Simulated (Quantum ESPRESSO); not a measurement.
# Collinear magnetic orders of Mn3Sn in PBE: relative energies and a three-shell coupling model

Antiferromagnetic memory and Hall devices based on Mn3Sn need a magnetic order that survives heating and switching, and simulations of that switching need exchange couplings between the Mn atoms. We ask which collinear order is lowest in energy, and whether couplings over three shells of Mn neighbours reproduce the energies of the others. The energies are PBE values per magnetic atom at fixed atomic positions, measured from the parallel order; a negative value means more stable than parallel. All orders fit in the primitive cell with its six Mn atoms. The non-collinear triangular order for which Mn3Sn is known, and modulations longer than this cell, are therefore outside the comparison, and the couplings serve as a first parameter set only.

## Set-up

One system, Mn3Sn (P6_3/mmc), 8 atom(s) a primitive cell, from measured cells of the Crystallography Open Database (measured order: antiferro k=(0,0,0.1) (arxiv:2306.04312)). Quantum ESPRESSO 7.5, plane waves with GBRV 1.5 PBE pseudopotentials, cutoff 544 eV, Fermi-Dirac smearing of 0.05 eV, k meshes whose coarsest spacing along a reciprocal vector is 0.17 1/Å over all runs (2π included). Functional: PBE, no Hubbard U; collinear spins, no spin-orbit coupling. Atoms are fixed. Each order is started from typed moments on Mn, in the primitive cell, on the same 8 x 8 x 8 mesh; only runs that kept their pattern of signs are listed. Runs that did not converge or carry a known fault are not listed. The same in all rows: metal or insulator in the row's run, judged by its smearing entropy or density of states at the Fermi energy (a gap under a few smearing widths counts as a metal): metal.

Notes on method and selection:

- In a Heisenberg model with E = -sum over ordered pairs of J e_i.e_j, the energy per magnetic atom is E0 less the sum over shells of J times the listed sum; further shells and changes of moment size are outside it.
- Each state is what a run reaches from typed starting moments; only a few collinear orders were started, so the lowest found need not be the ground state. Spin-orbit coupling is left out of these energies, which are free energies at the smearing width. A magnetic atom is one that was given a starting moment.
- Site moments count the spin inside each program's own atomic sphere, so they depend somewhat on its radius and leave out the spin between the spheres.
- Quantum ESPRESSO sets the radius of an element's spheres to about 0.41 of its shortest distance to a neighbour.
- The shell on the horizontal axis is the one of the three whose sum correlates best with the energies.
- Runs that did not converge, have known faults or may not be shown are not listed, and runs on Ansatz's PAW sets soft_1 and soft_2 are kept to separate tables.

Columns:

- shell at 3.98 Å: sum of e_i.e_j over the 6 Mn neighbours at 3.98 Å, mean over magnetic atoms (+1 parallel, -1 opposed).
- shell at 2.80 Å: sum of e_i.e_j over the 6 Mn neighbours at 2.80 Å, mean over magnetic atoms (+1 parallel, -1 opposed).
- shell at 2.84 Å: sum of e_i.e_j over the 2 Mn neighbours at 2.84 Å, mean over magnetic atoms (+1 parallel, -1 opposed).
- moment (μB): largest site spin moment.
- net moment (μB): size of the net spin moment per magnetic atom.
- energy (meV): energy less that of the parallel order, per magnetic atom.

## Results

| member | shell at 3.98 Å | shell at 2.80 Å | shell at 2.84 Å | moment (μB) | net moment (μB) | energy (meV) |
| --- | --- | --- | --- | --- | --- | --- |
| opposed +-+-+- | −6 | −2.00 | 2.00 | 3.02 | 0.000 | −7.48 |
| opposed +++--- | −6 | 0.67 | −0.67 | 3.19 | 0.000 | 46.09 |
| partly opposed +++-+- | −2 | −0.67 | 0.67 | 3.20 | 0.967 | −6.80 |
| opposed ++-+-- | 2 | −2.00 | −0.67 | 3.24 | 0.000 | −32.73 |
| partly opposed +++++- | 2 | 2.00 | 0.67 | 3.46 | 1.984 | ? |
| parallel ++++++ | 6 | 6.00 | 2.00 | 3.17 | 3.165 | 0.00 |

Cells marked ? are withheld until the estimate has been made.

## What drives the series

Among the members shown, ++-+-- is lowest at −32.73 meV, which is 32.73 − 7.48 = 25.25 meV below the next, +-+-+-. The highest is +++---, at 46.09 meV. Zero net moment therefore does not fix the energy: these three orders are all compensated, yet they span 46.09 + 32.73 = 78.82 meV.

No single shell explains this. The orders +-+-+- and +++--- have the same sum at 3.98 Å but differ by 46.09 + 7.48 = 53.57 meV. Likewise +-+-+- and ++-+-- share their sum at 2.80 Å, and +++--- and ++-+-- share theirs at 2.84 Å, yet the energies in each pair differ widely.

We write the energy as E = E0 − J₁s₁ − J₂s₂ − J₃s₃, with s₁, s₂ and s₃ the sums at 3.98, 2.80 and 2.84 Å. Solving for the four orders other than +++-+- gives E0 = −5.5, J₁ = 6.4, J₂ = −10.5 and J₃ = 9.6 meV, where positive J favours parallel moments. Going from parallel to ++-+--, the 2.80 Å shell gains 8 × 10.5 = 84 meV, while the other two shells cost about 25 and 26 meV. The stability of ++-+-- is thus a compromise: it opposes many of the 2.80 Å neighbours while keeping a positive sum at 3.98 Å.

An antiparallel coupling at 2.80 Å is what direct overlap of nearly half-filled Mn d shells would favour, since electrons can then hop between opposed neighbours. The opposite sign at 2.84 Å cannot come from so small a change in distance. The sums for +-+-+- fit parallel kagome layers stacked in opposition, with the 2.80 Å shell containing both in-plane and interlayer neighbours. J₂ is then an average over unlike bonds, and J₃ may absorb part of what that average misses. We therefore treat the couplings as effective parameters of these collinear states, not as bond properties to be carried over to the triangular order.

## Prediction

Plain estimates from the members shown:

- partly opposed +++++-, straight-line interpolation between partly opposed +++-+- and parallel ++++++: w = (2 − (−2)) / (6 − (−2)) = 0.500, so −6.80 + 0.500 × (0.00 − (−6.80)) = −3.40 meV

For +++++- we use the three-shell model. The straight-line estimate of −3.40 meV follows only the 3.98 Å sum. At its midpoint the 2.80 Å sum would be (−0.67 + 6.00) / 2 = 2.67, whereas this order has 2.00.

With the sums taken as exact thirds, the model fixes the energy from four shown orders, +-+-+-, +++---, ++-+-- and parallel, with weights 1, 3, 6 and 8 over 18:

(−7.48 + 3 × 46.09 − 6 × 32.73 + 8 × 0.00) / 18 = −3.64 meV.

The same four orders predict the fifth, +++-+-, with weights 7, 3, 6 and 2 over 18:

(−7 × 7.48 + 3 × 46.09 − 6 × 32.73 + 2 × 0.00) / 18 = −6.14 meV, against −6.80 meV calculated.

That close agreement flatters the model. Leaving out each shown order in turn gives misses of 1.7, 4.0, 0.7, 2.0 and 6.0 meV in table order, with a root mean square of 3.4 meV; the mean of the other orders misses by about 32 meV. The model is clearly useful, but five energies for four parameters leave only one independent check.

The largest site moment in +++++- is 3.46 μB, above the 3.02 to 3.24 μB of the other orders. A model with fixed moments omits the energy of that change, and the shown orders give no calibrated correction for it, so we apply no shift and take 3.4 meV as the error.

**Committed estimate, partly opposed +++++-: energy = −3.6 ± 3.4 meV.**

## The answer

| member | shell at 3.98 Å | shell at 2.80 Å | shell at 2.84 Å | moment (μB) | net moment (μB) | energy (meV) |
| --- | --- | --- | --- | --- | --- | --- |
| partly opposed +++++- | 2 | 2.00 | 0.67 | 3.46 | 1.984 | 3.14 |

| member | estimate | energy (meV) | computed | estimate − computed | miss in error bars |
| --- | --- | --- | --- | --- | --- |
| partly opposed +++++- | committed | −3.60 | 3.14 | −6.74 | 2.0 |
| partly opposed +++++- | interpolation | −3.40 | 3.14 | −6.54 |  |

The estimate of −3.6 ± 3.4 meV missed the computed 3.14 meV by 6.74 meV, or 2.0 error bars. It was slightly worse than the interpolation, which missed by 6.54 meV.

The error bar was too narrow. Our five leave-one-out misses were one and the same mismatch divided by different weights, not five independent tests.

The result also sharpens the mechanism. For orders that repeat in the primitive cell, symmetry folds every more distant pair coupling into the same three sums and a constant. Further shells therefore cannot explain the miss. Changes of moment size or interactions among more than two spins could, but the energies do not tell which.

We also read too much into the opposite signs at 2.80 and 2.84 Å. The in-plane neighbours at both distances always have equal sums in these orders, so only their combined coupling is determined. The strong antiparallel coupling belongs to the four interlayer neighbours at 2.80 Å, with any more distant couplings folded in.

## Outliers

A least-squares fit to all six orders gives, in meV per Mn,

E = −4.3 − 6.2 s₁ + 10.6 s₂ − 9.8 s₃,

with the sums at 3.98, 2.80 and 2.84 Å in that order. The order +++++- stands out, 5.3 meV above the fit; the next largest departure is the parallel order, 2.2 meV below it. The reversed Mn in +++++- sits in a layer with two unreversed ones, and the largest site moment, 3.46 μB, is the highest in the table. This points to moments that respond to their surroundings. Such a response lowers the energy of any order it acts in, so it could explain the positive departure only if it lowers the orders that anchor the fit by more.

The two extreme energies are not outliers in this sense. The fit gives about 47 meV for +++---, mainly because all its neighbours at 3.98 Å are opposed, and about −31 meV for ++-+--. Both lie within 1.4 meV of the computed values.

## Rules of thumb and their limits

Of the six listed orders, ++-+-- is lowest, 32.73 meV per Mn below parallel and 25.25 meV below +-+-+-. Three sums reproduce all six energies with a root-mean-square residual of 2.5 meV, but four parameters are fitted. Leaving out each order in turn gives a typical miss of 11 meV, against 28 meV for the mean of the others, so a new order in this cell can be estimated to roughly 10 meV.

The ranking may not be final. An unlisted order with one Mn of three reversed in each layer, and all neighbours at 3.98 Å parallel, differs from ++-+-- only in its more favourable 3.98 Å sum. The fit places it lower, so it should be calculated next.

The main omission is non-collinearity. The known triangular order also keeps those neighbours parallel, and may lie below every order listed, which collinear runs cannot test. Spin-orbit coupling matters for the spin direction, but should be far too weak to close the gap of 25.25 meV between the two lowest orders. It could still exchange +-+-+- and +++-+-, which lie within 1 meV of each other.
